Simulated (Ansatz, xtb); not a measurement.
**Relative energy of two isomers of C4H4BBrS**

We compare a, `Bc1ccsc1Br`, a singlet, with b, `Bc1sccc1Br`, a singlet. Both are isolated molecules in the gas phase, relaxed with B3LYP/def2-SVP; the shapes shown needn't be the lowest conformers.

a (Å):

| atom | x (Å) | y (Å) | z (Å) |
| --- | --- | --- | --- |
| C | -0.7923 | 0.4909 | 0.3429 |
| C | -0.2472 | -0.3795 | -0.6761 |
| C | 0.8736 | 0.0967 | -1.2919 |
| C | -0.0039 | 1.6377 | 0.4398 |
| B | -2.0437 | 0.1759 | 1.1720 |
| Br | -0.2312 | 3.1086 | 1.5886 |
| S | 1.3309 | 1.6498 | -0.6559 |
| H | -2.4510 | 0.9411 | 2.0070 |
| H | -2.6301 | -0.8619 | 0.9804 |
| H | -0.7033 | -1.3392 | -0.9256 |
| H | 1.4669 | -0.3621 | -2.0821 |

b (Å):

```tsv
atom	x (Å)	y (Å)	z (Å)
C	-0.9364	0.4767	0.6691
C	1.3597	-0.0675	-0.2075
C	0.5297	0.4121	-1.2001
C	-0.7597	0.7153	-0.6967
B	-2.1346	0.6607	1.5896
Br	-2.1115	1.3926	-1.8331
S	0.5752	-0.1451	1.3119
H	-2.0397	0.3780	2.7585
H	-3.1732	1.0862	1.1558
H	2.3997	-0.3761	-0.3168
H	0.8250	0.5426	-2.2409
```

Quicker runs give these differences E(b) − E(a): GFN2-xTB −20.0 kJ/mol; HF/STO-3G −10.9 kJ/mol (at GFN2-xTB geometries); r2SCAN-D4/def2-SVP −27.8 kJ/mol (at GFN2-xTB geometries).

Question: Estimate E(b) − E(a) at the level CCSD(T)/def2-SVP + ΔMP2/def2-TZVPP.

Answer: Calculated at CCSD(T)/def2-SVP + ΔMP2/def2-TZVPP: E(b) − E(a) = −24.7 kJ/mol, so structure b lies lower.

The same difference at several levels:

```json
{"level": "GFN2-xTB", "geometry": "GFN2-xTB", "E(b) − E(a) (kJ/mol)": "−20.0", "departure from the last row (kJ/mol)": "+4.7", "job, with rough time for the two": "optimisation, 0.51 s"}
{"level": "HF/STO-3G", "geometry": "GFN2-xTB", "E(b) − E(a) (kJ/mol)": "−10.9", "departure from the last row (kJ/mol)": "+13.8", "job, with rough time for the two": "single point, 2.3 s"}
{"level": "r2SCAN-D4/def2-SVP", "geometry": "GFN2-xTB", "E(b) − E(a) (kJ/mol)": "−27.8", "departure from the last row (kJ/mol)": "−3.1", "job, with rough time for the two": "single point, 14 s"}
{"level": "B3LYP/def2-SVP", "geometry": "B3LYP/def2-SVP", "E(b) − E(a) (kJ/mol)": "−25.4", "departure from the last row (kJ/mol)": "−0.7", "job, with rough time for the two": "optimisation, 1.9 min"}
{"level": "HF/def2-SVP", "geometry": "B3LYP/def2-SVP", "E(b) − E(a) (kJ/mol)": "−23.3", "departure from the last row (kJ/mol)": "+1.4", "job, with rough time for the two": "part of the CCSD(T) run"}
{"level": "MP2/def2-SVP", "geometry": "B3LYP/def2-SVP", "E(b) − E(a) (kJ/mol)": "−26.0", "departure from the last row (kJ/mol)": "−1.3", "job, with rough time for the two": "part of the CCSD(T) run"}
{"level": "CCSD(T)/def2-SVP", "geometry": "B3LYP/def2-SVP", "E(b) − E(a) (kJ/mol)": "−23.8", "departure from the last row (kJ/mol)": "+0.9", "job, with rough time for the two": "single point"}
{"level": "CCSD(T)/def2-SVP + ΔMP2/def2-TZVPP", "geometry": "B3LYP/def2-SVP", "E(b) − E(a) (kJ/mol)": "−24.7", "departure from the last row (kJ/mol)": "", "job, with rough time for the two": "single point, 4.8 min"}
```

As drawn, both hold the same kinds of bond in the same numbers.

None of the levels shown reverses the order. The largest departure from CCSD(T)/def2-SVP + ΔMP2/def2-TZVPP is that of HF/STO-3G, 13.8 kJ/mol. The last row adds to CCSD(T) the change of the MP2 difference between the two basis sets, here −0.9 kJ/mol.

With thermal terms from frequencies at re-optimised GFN2-xTB minima (ideal gas, soft modes damped towards free rotors, one conformer each, 298.15 K, 1 atm): the zero-point term adds +0.3 kJ/mol; ΔH is −24.5 and ΔG −24.1 kJ/mol.

The correlated steps freeze 19 core orbitals; the filled d shell of Br is correlated, in a basis made for valence electrons. Run with Ansatz 0.2.0, xtb 6.7.1; the last row on 2 threads of AMD EPYC (Zen 3) on a shared host.

Isomer b, with boron at the α carbon beside sulfur and bromine at the β carbon, lies 24.7 kJ/mol below a, in which the two substituents are exchanged. The main reason is probably π donation into the empty boron p orbital. The BH2 group is coplanar with the ring in both structures, so both can conjugate, but from the α position the positive charge left on the ring spreads over the rest of the diene and onto sulfur, whereas from the β position the delocalisation is less extensive. The slightly shorter C–B bond in b fits this picture.

Hartree–Fock in the def2-SVP basis already gives −23.3 kJ/mol, so the preference is largely a mean-field effect of charge distribution and delocalisation, with little net contribution from correlation. The small thermal terms leave it intact for the gas-phase structures considered. Because boron and bromine change places together, the energy difference can't be assigned to boron alone; comparing the separate α- and β-substituted thiophenes would help to distinguish their site preferences.
